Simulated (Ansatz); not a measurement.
# A series in volume scale on CdS

All results are calculated (Ansatz 0.2.0). Free energy against uniform scaling of the volume at fixed shape and fractions; periodic cell, basis, potentials, k mesh and filling as listed.

The cell before it is scaled or strained (space group F-43m, No. 216):
```
CdS
1.0
      0.0000     2.9165     2.9165
      2.9165     0.0000     2.9165
      2.9165     2.9165     0.0000
Cd S
1 1
Direct
  0.00000 0.00000 0.00000
  0.25000 0.25000 0.25000
```

Settings of every row: functional PBE; dispersion none; potentials PAW; wave cutoff 500 eV; density cutoff 2000 eV; k mesh 6x6x6; k shift 0x0x0; occupations fixed; smearing width 0 eV; spin none.

| row | volume scale | V (Å³/atom) | energy above lowest point (meV/atom) |
| --- | --- | --- | --- |
| 1 | 0.94 | 23.319 | ? |
| 2 | 0.96 | 23.815 | 36.5 |
| 3 | 0.98 | 24.312 | 21 |
| 4 | 1 | 24.808 | 10 |
| 5 | 1.02 | 25.304 | 3.2 |
| 6 | 1.04 | 25.8 | 0 |
| 7 | 1.06 | 26.296 | 0.1 |

Question: what energy above lowest point should row 1 give?

Worked fit of energy above lowest point. Take u = (V_r/V)^(2/3) − 1 with V_r = 25.056 Å³ an atom, which is twice the finite (Eulerian) strain; such expansions in the strain, on which the Birch-Murnaghan equation of state is built, carry the rest volume and the bulk modulus. The shown rows have u = 0.03445, 0.0203, 0.00665, -0.00654, -0.01932, -0.03169. Least squares give energy above lowest point = 6.12 + 520.8 × u + 10464 × u² meV/atom; a straight line predicts inner rows, each left out in turn, worse (root mean square 4.4 against 0.055 meV/atom). All shown rows lie on it to the printed digit. Its lowest point lies at u = -0.0249, or V = 26.02 Å³ an atom, and the curvature there gives the bulk modulus at fixed shape and fractions, B = (4/9)(1 + u)² E″(u)/V = 54.5 GPa. The withheld row has u = 0.04906, so the fit gives 6.12 + 520.8 × (0.04906) + 10464 × (0.04906)² = 56.9 meV/atom.

The calculation gave 57.2 meV/atom. The fit lies 0.3 meV/atom (0.52 % of the column's range) below it; its largest miss of a shown row is 0.0 meV/atom. This row lies beyond the range of the fit.
